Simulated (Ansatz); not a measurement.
# Pressure and energy of a (6,6) carbon nanotube bundle under even compression and stretching, in LDA

Each carbon atom in a (6,6) nanotube is bound to three neighbours by strong covalent bonds within the wall, while neighbouring tubes in the bundle touch only through weak, non-bonded contacts. Such a solid is very stiff along the tubes and soft across them. The question is how its pressure and energy follow the volume when all three axes are scaled alike, and which of the two kinds of contact sets the answer. This matters whenever a single modulus is quoted for so uneven a material. The pressure is a third of the trace of the stress, positive under compression. The energy is given per atom, and both it and the volume change are counted from the relaxed cell.

## How the numbers were made

One cell of 120 atoms, C in reduced formula. Start: graphene sheet (a = 2.46 Å) rolled into an (6,6) tube of diameter 8.14 Å, 5 periods, hexagonal bundle with 3.3 Å between walls; minimised with a classical potential (cell length along the tube axis free). Cell and atoms were then relaxed in DFT. From that cell the volume was scaled evenly and the atoms were relaxed again at each fixed cell. Ansatz 0.2.0: Kohn-Sham DFT with LDA, PAW potentials, plane waves to 420 eV, k-points 2×2×1, no spin polarisation, no spin-orbit coupling. Occupations: Gaussian smearing of 0.025 eV. The cutoff and the k-mesh are held, so the number of plane waves changes with the volume. In the run that the rows count from, the cell has a density of 1.73 g/cm³ and a pressure of 0.0 GPa, and its k-points sample 12 Å along the tube axis, the least sampled direction.

Notes on method and selection:

- All values are for 0 K, without vibrations.
- No gap column is given: no level is partly filled and each cell has a gap on its k-mesh, but so coarse a mesh can miss the band edges, so this needn't be the true gap.
- Where atoms are relaxed at each volume, a cell can fall into another minimum, and loose force tolerances leave some of the strain unrelaxed.
- Series whose pressures fit the equation of state badly weren't written up.
- Runs that did not converge, have known faults or may not be shown are not listed, and runs on Ansatz's PAW sets soft_1 and soft_2 are kept to separate tables.

Columns:

- volume change (%): change of the cell's volume from the relaxed cell, all three axes scaled alike.
- volume (Å³/atom): volume per atom.
- pressure (GPa): pressure, a third of the trace of the stress, positive under compression, without a kinetic term.
- energy (meV/atom): free energy per atom less that of the relaxed cell.

## Table of results

| member | volume change (%) | volume (Å³/atom) | pressure (GPa) | energy (meV/atom) |
| --- | --- | --- | --- | --- |
| −10 % | −10 | 10.4028 | 13.182 | 43.255 |
| −6 % | −6 | 10.8652 | 6.990 | 14.373 |
| −3 % | −3 | 11.2119 | 4.042 | 3.601 |
| relaxed cell | 0 | 11.5587 | 0.006 | 0.000 |
| +3 % | 3 | 11.9055 | −2.717 | 3.008 |
| +6 % | 6 | 12.2522 | −5.064 | 11.534 |

Least-squares fits to the whole series, with x = volume change (%); R² and errors in the fitted variable (y, or ln y where the fit is in ln y):

| y | members | fit | R² | rms residual | leave-one-out rms | the same for the mean of the others |
| --- | --- | --- | --- | --- | --- | --- |
| pressure (GPa) | 6 | y = 0.2113 − 1.037 x + 0.02527 x² | 1.00 | 0.26 | 0.48 | 7.4 |
| energy (meV/atom) | 6 | y = −0.6554 − 0.2797 x + 0.4048 x² | 1.00 | 0.78 | 2.8 | 17 |

## The trend and its physics

From −10 % to +6 % in volume the pressure falls at every step, from 13.182 to −5.064 GPa. The energy is lowest at the relaxed cell and rises faster under compression: 14.373 meV/atom at −6 % against 11.534 at +6 %.

A model with two parameters follows from three assumptions.

1. The atoms are fully relaxed at each volume, so the energy depends only on s = V/V₀ − 1, where V₀ is the relaxed volume per atom.
2. The relaxed cell is the minimum, so there is no term linear in s. Its pressure of 0.006 GPa is taken as zero.
3. Terms beyond s³ are negligible.

The energy per atom is then

E(s) = V₀ (½ B s² − ⅓ C s³).

Under even scaling the mean stress does all the work, however uneven the stress is, so P = −dE/dV. With dV = V₀ ds this gives

P(s) = −B s + C s².

B is the stiffness against even scaling. C, if positive, makes the bundle stiffer when compressed and softer when stretched, as expected of bonds that resist shortening more than lengthening.

The size of B can be traced to the walls. A volume change s alters each axis by about s/3. Across the tubes, the atoms can restore much of the tube radius by moving into or out of the gaps between tubes, so little stress builds up there. Along the axis the cell length is imposed and the wall has to follow it. If the axial stress is −Y s/3, with Y the axial stiffness of the bundle, and the sideways stresses are neglected, the pressure is a third of it:

P ≈ −Y s/9, or B ≈ Y/9.

The calculated stresses support this picture, since by far the largest part lies along the tube axis.

## The model against the table

The members at −6 % and +6 % fix the model, because their equal and opposite s separates the two parameters:

B = (6.990 + 5.064) / (2 × 0.06) = 100.45 GPa

C = (6.990 − 5.064) / (2 × 0.06²) = 267.5 GPa

The pressures of three other members follow, in GPa:

- −10 %: 100.45 × 0.10 + 267.5 × 0.10² = 12.72; table 13.182
- −3 %: 100.45 × 0.03 + 267.5 × 0.03² = 3.25; table 4.042
- +3 %: −100.45 × 0.03 + 267.5 × 0.03² = −2.77; table −2.717

The energies are a separate test, since none of them was used to fix B and C. With 1 GPa·Å³ = 6.242 meV, the prefactor is 11.5587 × 6.242 = 72.15 meV per GPa. In meV/atom:

- −10 %: 72.15 × (100.45 × 0.10² / 2 + 267.5 × 0.10³ / 3) = 42.67; table 43.255
- −3 %: 72.15 × (100.45 × 0.03² / 2 + 267.5 × 0.03³ / 3) = 3.44; table 3.601
- +3 %: 72.15 × (100.45 × 0.03² / 2 − 267.5 × 0.03³ / 3) = 3.09; table 3.008

Two pressures thus reproduce the energies to within 0.6 meV/atom, on a scale that reaches 43.255.

The relation B ≈ Y/9 gives Y ≈ 9 × 100.45 = 904 GPa. This is somewhat too high, because the sideways stresses also contribute to B. An axial stiffness approaching a terapascal is the rough size expected of covalent carbon walls, and far beyond what weak contacts between tubes could supply.

## Members off the line

Largest departures from the fit to the whole series:

| member | pressure (GPa) | fit | computed − fit | in rms residuals |
| --- | --- | --- | --- | --- |
| −3 % | 4.042 | 3.550 | +0.492 | 1.9 |
| −6 % | 6.990 | 7.343 | −0.353 | 1.3 |
| relaxed cell | 0.006 | 0.211 | −0.205 | 0.8 |
| −10 % | 13.182 | 13.108 | +0.074 | 0.3 |

The largest departure is at −3 %, where the tabulated pressure lies 0.79 GPa above the model. The energies side with the model. Between −6 % and the relaxed cell they give a mean pressure of 14.373 / (11.5587 − 10.8652) / 6.242 = 3.32 GPa, and the value midway should lie close to that, not at 4.042 GPa. Most of the excess sits in the sideways stress, which is larger here than at −6 %. The likely cause is a failure of the first assumption: the relaxation stopped early, with the wall still pressed slightly inwards and pushing out. The +6 % cell kept forces of similar size without a visible fault in its pressure, so this explanation is probable rather than certain. The self-consistency threshold was also loose for stresses in all the runs at changed volume, which adds some error to their pressures.

At −10 % the pressure lies above the model by 13.182 − 12.72 = 0.46 GPa, and the energy by about 0.6 meV/atom. Some of the pressure difference may be error in the stress, but the agreement in sign points to the third assumption: at this compression, repulsion grows faster than the s² term in the pressure allows.

## Rules of thumb and their limits

Between −10 % and +6 %, a stiffness of about 100 GPa and one term for its change with volume describe the energy well and the pressure to within 0.8 GPa.

This stiffness belongs to even scaling and is not the bulk modulus of a bundle in a fluid. Under equal pressure from all sides the bundle would shrink mainly across the tubes, and the pressure for a given volume loss would be lower by a rough factor of a few. Flattening of the tubes into ovals, which the imposed hexagonal symmetry forbids, could lower it further. The first effect far exceeds the misses of the model.
